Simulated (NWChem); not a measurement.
## How basis sets differ on SiH2SF (SMILES F[SiH2][S])

SiH2SF: 5 atoms, total charge 0, spin state doublet. As SMILES, `F[SiH2][S]`. Geometry: relaxed at PBE0-D4/def2-TZVP.

Quantity: the dipole moment, in D. The values are calculated.

```json
{"level": "UHF/MINI", "kind": "Hartree–Fock", "program": "NWChem", "value (D)": "1.06", "CPU time": "1.1 s"}
{"level": "UHF/DGauss-DZVP", "kind": "Hartree–Fock", "program": "NWChem", "value (D)": "1.61", "CPU time": "9.8 s"}
{"level": "UHF/MIDI!", "kind": "Hartree–Fock", "program": "NWChem", "value (D)": "1.05", "CPU time": "2.4 s"}
{"level": "UHF/jorge-DZP", "kind": "Hartree–Fock", "program": "NWChem", "value (D)": "1.46", "CPU time": "13 s"}
```

The values span 1.05 to 1.61 D. Times are those of the runs behind each value, whatever else they computed, on shared processors of several kinds: orders of magnitude only.

The dipole moment falls into two groups: MINI and MIDI! give nearly the same small value, while jorge-DZP and DGauss-DZVP give clearly larger ones. The near-coincidence of the first two is no sign of convergence, since MINI is minimal and MIDI! has a split valence shell with polarization functions on the heavy atoms. It probably reflects compensating errors in the charge distribution.

The sensitivity has a chemical origin. Silicon is the electropositive centre, and fluorine, sulfur and the hydridic hydrogens all draw density from it, so the molecular dipole is what remains after partial cancellation of several polar bonds. Modest changes in how a basis describes the compact fluorine density, the more diffuse sulfur valence shell or the polarization at silicon can therefore shift the total noticeably. The remaining gap between 1.46 and 1.61 D suggests that exponents and contraction matter as well as nominal size. The larger values can't be taken as more accurate on this evidence, because basis-set error and missing electron correlation may partly offset each other.
